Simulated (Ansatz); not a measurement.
## Ca: the change of pressure and energy above lowest point with volume scale

Free energy against uniform scaling of the volume at fixed shape and fractions; periodic cell, basis, potentials, k mesh and filling as listed. The results are calculated, by Ansatz 0.2.0.

The cell before it is scaled or strained (space group Im-3m, No. 229):
```
cell vectors (Å)
  -2.2400     2.2400     2.2400
   2.2400    -2.2400     2.2400
   2.2400     2.2400    -2.2400
atoms (fractions of the cell vectors)
Ca  0.00000  0.00000  0.00000
```

Settings of every row: functional r2SCAN; dispersion none; potentials PAW; wave cutoff 500 eV; density cutoff 2000 eV; k mesh 9x9x9; k shift 0x0x0; occupations cold; smearing width 0.1 eV; spin none.

Limits: coarse k mesh, up to 40 meV an atom off; the cell was measured well above room temperature.

| row | volume scale | V (Å³/atom) | pressure (GPa) | energy above lowest point (meV/atom) |
| --- | --- | --- | --- | --- |
| 1 | 0.92 | 41.361 | ? | ? |
| 2 | 0.9467 | 42.561 | 0.38 | 0.8 |
| 3 | 0.9733 | 43.757 | -0.14 | 0 |
| 4 | 1 | 44.958 | -0.61 | 2.8 |
| 5 | 1.0267 | 46.158 | -1.02 | 9 |
| 6 | 1.0533 | 47.354 | -1.39 | 18 |
| 7 | 1.08 | 48.554 | -1.71 | 29.7 |

Question: what pressure and energy above lowest point should row 1 give?

Worked fit of pressure. Take u = (V_r/V)^(2/3) − 1 with V_r = 45.558 Å³ an atom, which is twice the finite (Eulerian) strain; such expansions in the strain, on which the Birch-Murnaghan equation of state is built, carry the rest volume and the bulk modulus. The shown rows have u = 0.04641, 0.02725, 0.00888, -0.00868, -0.02545, -0.04157. Least squares give pressure = −0.821 + 23.53 × u + 51.2 × u² GPa; a straight line predicts inner rows, each left out in turn, worse (root mean square 0.038 against 0.0032 GPa). All shown rows lie on it to the printed digit. The pressure vanishes at u = 0.0326, or V = 43.42 Å³ an atom, and there the bulk modulus at fixed shape and fractions is B = −V dP/dV = (2/3)(1 + u) dP/du = 18.5 GPa. The withheld row has u = 0.06655, so the fit gives −0.821 + 23.53 × (0.06655) + 51.2 × (0.06655)² = 0.97 GPa.

The calculation gave 0.95 GPa. The fit lies 0.02 GPa (2.1 % of the value, 0.75 % of the column's range) above it; its largest miss of a shown row is 0.00 GPa. This row lies beyond the range of the fit.

Worked fit of energy above lowest point. Take u = (V_r/V)^(2/3) − 1 with V_r = 45.558 Å³ an atom, which is twice the finite (Eulerian) strain; such expansions in the strain, on which the Birch-Murnaghan equation of state is built, carry the rest volume and the bulk modulus. The shown rows have u = 0.04641, 0.02725, 0.00888, -0.00868, -0.02545, -0.04157. Least squares give energy above lowest point = 5.52 − 354 × u + 5453 × u² meV/atom; a straight line predicts inner rows, each left out in turn, worse (root mean square 4.1 against 0.07 meV/atom). The rows lie off it by 0.0, 0.1, 0.0, 0.0, -0.1, 0.0. Its lowest point lies at u = 0.0325, or V = 43.43 Å³ an atom, and the curvature there gives the bulk modulus at fixed shape and fractions, B = (4/9)(1 + u)² E″(u)/V = 19.1 GPa. The withheld row has u = 0.06655, so the fit gives 5.52 − 354 × (0.06655) + 5453 × (0.06655)² = 6.1 meV/atom.

The calculation gave 5.8 meV/atom. The fit lies 0.3 meV/atom (5.2 % of the value, 1 % of the column's range) above it; its largest miss of a shown row is 0.1 meV/atom. This row lies beyond the range of the fit.
